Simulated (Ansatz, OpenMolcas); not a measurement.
## A ladder of methods for AlCl (aluminium monochloride)

AlCl has 2 atoms, charge 0, and is taken as a singlet. As SMILES, `[Al][Cl]`. The bond length is the measured one.

```xyz
2

Al    0.0000    0.0000    0.0000
Cl    0.0000    0.0000    2.1301
```

Quantity: the vertical ionisation energy (to the doublet cation), in eV. The values are calculated.

```tsv
level	kind	program	value (eV)	CPU time (all runs)
HF/STO-3G	Hartree–Fock	OpenMolcas	5.62	3.7 s
HF/STO-3G, open shells restricted	Hartree–Fock	OpenMolcas	5.70	4.9 s
SVWN5/STO-3G	LDA	OpenMolcas	6.71	7.2 s
PBE/STO-3G	GGA	OpenMolcas	6.57	8.3 s
PBE/cc-pVDZ	GGA	Ansatz	9.18	2.1 s
PBE/aug-cc-pVDZ	GGA	Ansatz	9.21	3.6 s
PBE/jun-cc-pV(D+d)Z	GGA	Ansatz	9.23	3.7 s
PBE/cc-pVTZ	GGA	Ansatz	9.16	3.1 s
PBE/jun-cc-pV(T+d)Z	GGA	Ansatz	9.17	6.6 s
PBE/aug-cc-pVTZ	GGA	Ansatz	9.17	7.3 s
```

The values span 5.62 to 9.23 eV. Times are those of the runs behind each value, whatever else they computed, on shared processors of several kinds: orders of magnitude only.

The basis set, not the choice of method, dominates this ladder: PBE rises from 6.57 eV in STO-3G to 9.18 eV in cc-pVDZ, and the larger sets then stay between 9.16 and 9.23 eV. The electron leaves a σ lone pair, mainly Al 3s in character and polarised away from chlorine. A minimal basis cannot let this pair or the electron-rich chlorine adjust their radial extent, which probably penalises the neutral molecule more than the cation and makes the ionisation energy far too low. Diffuse functions matter little, as expected when the final state is a compact cation.

Within STO-3G, Hartree–Fock lies below both density functionals, consistent with its neglect of the correlation energy lost when the lone pair is broken. Restricting the open shell raises the value only from 5.62 to 5.70 eV, so spin polarisation in the cation is a minor effect. The close agreement among the larger sets supports near-convergence of the PBE value with basis, but does not establish the accuracy of the functional itself.
